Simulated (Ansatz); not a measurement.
# CdF2: the change of energy above lowest point and pressure with volume scale

Free energy against uniform scaling of the volume at fixed shape and fractions; periodic cell, basis, potentials, k mesh and filling as listed. The results are calculated, by Ansatz 0.2.0.

The cell before it is scaled or strained (space group Fm-3m, No. 225):
```
CdF2
1.0
      0.0000     2.6940     2.6940
      2.6940     0.0000     2.6940
      2.6940     2.6940     0.0000
Cd F
1 2
Direct
  0.00000 0.00000 0.00000
  0.25000 0.25000 0.25000
  0.75000 0.75000 0.75000
```

Settings of every row: functional LDA; dispersion none; potentials PAW; wave cutoff 500 eV; density cutoff 2000 eV; k mesh 6x6x6; k shift 0x0x0; occupations methfessel paxton; smearing width 0.01 eV; spin none.

| row | volume scale | V (Å³/atom) | energy above lowest point (meV/atom) | pressure (GPa) |
| --- | --- | --- | --- | --- |
| 1 | 0.88 | 11.471 | ? | ? |
| 2 | 0.92 | 11.992 | 4.9 | 4.47 |
| 3 | 0.96 | 12.513 | 0 | -1.24 |
| 4 | 1 | 13.035 | 11.6 | -5.71 |
| 5 | 1.04 | 13.556 | 36.1 | -9.19 |
| 6 | 1.08 | 14.077 | 70.6 | -11.9 |
| 7 | 1.12 | 14.599 | 112.9 | -14 |

Question: what energy above lowest point and pressure should row 1 give?

Worked fit of energy above lowest point. Take u = (V_r/V)^(2/3) − 1 with V_r = 13.296 Å³ an atom, which is twice the finite (Eulerian) strain; such expansions in the strain, on which the Birch-Murnaghan equation of state is built, carry the rest volume and the bulk modulus. The shown rows have u = 0.07124, 0.04129, 0.0133, -0.01283, -0.03734, -0.06042. Least squares give energy above lowest point = 22.47 − 942.18 × u + 9448.4 × u² + 4445 × u³ meV/atom; a parabola predicts inner rows, each left out in turn, worse (root mean square 0.41 against 0.029 meV/atom). All shown rows lie on it to the printed digit. Its lowest point lies at u = 0.0482, or V = 12.39 Å³ an atom, and the curvature there gives the bulk modulus at fixed shape and fractions, B = (4/9)(1 + u)² E″(u)/V = 127 GPa. The withheld row has u = 0.10343, so the fit gives 22.47 − 942.18 × (0.10343) + 9448.4 × (0.10343)² + 4445 × (0.10343)³ = 31.0 meV/atom.

The calculation gave 30.8 meV/atom. The fit lies 0.2 meV/atom (0.18 % of the column's range) above it; its largest miss of a shown row is 0.0 meV/atom. This row lies beyond the range of the fit.

Worked fit of pressure. Take u = (V_r/V)^(2/3) − 1 with V_r = 13.296 Å³ an atom, which is twice the finite (Eulerian) strain; such expansions in the strain, on which the Birch-Murnaghan equation of state is built, carry the rest volume and the bulk modulus. The shown rows have u = 0.07124, 0.04129, 0.0133, -0.01283, -0.03734, -0.06042. Least squares give pressure = −7.561 + 132.898 × u + 467.63 × u² + 526.7 × u³ GPa; a parabola predicts inner rows, each left out in turn, worse (root mean square 0.049 against 0.001 GPa). All shown rows lie on it to the printed digit. The pressure vanishes at u = 0.0483, or V = 12.39 Å³ an atom, and there the bulk modulus at fixed shape and fractions is B = −V dP/dV = (2/3)(1 + u) dP/du = 127 GPa. The withheld row has u = 0.10343, so the fit gives −7.561 + 132.898 × (0.10343) + 467.63 × (0.10343)² + 526.7 × (0.10343)³ = 11.77 GPa.

The calculation gave 11.78 GPa. The fit lies 0.01 GPa (0.039 % of the column's range) below it, one unit of the last digit. This row lies beyond the range of the fit.
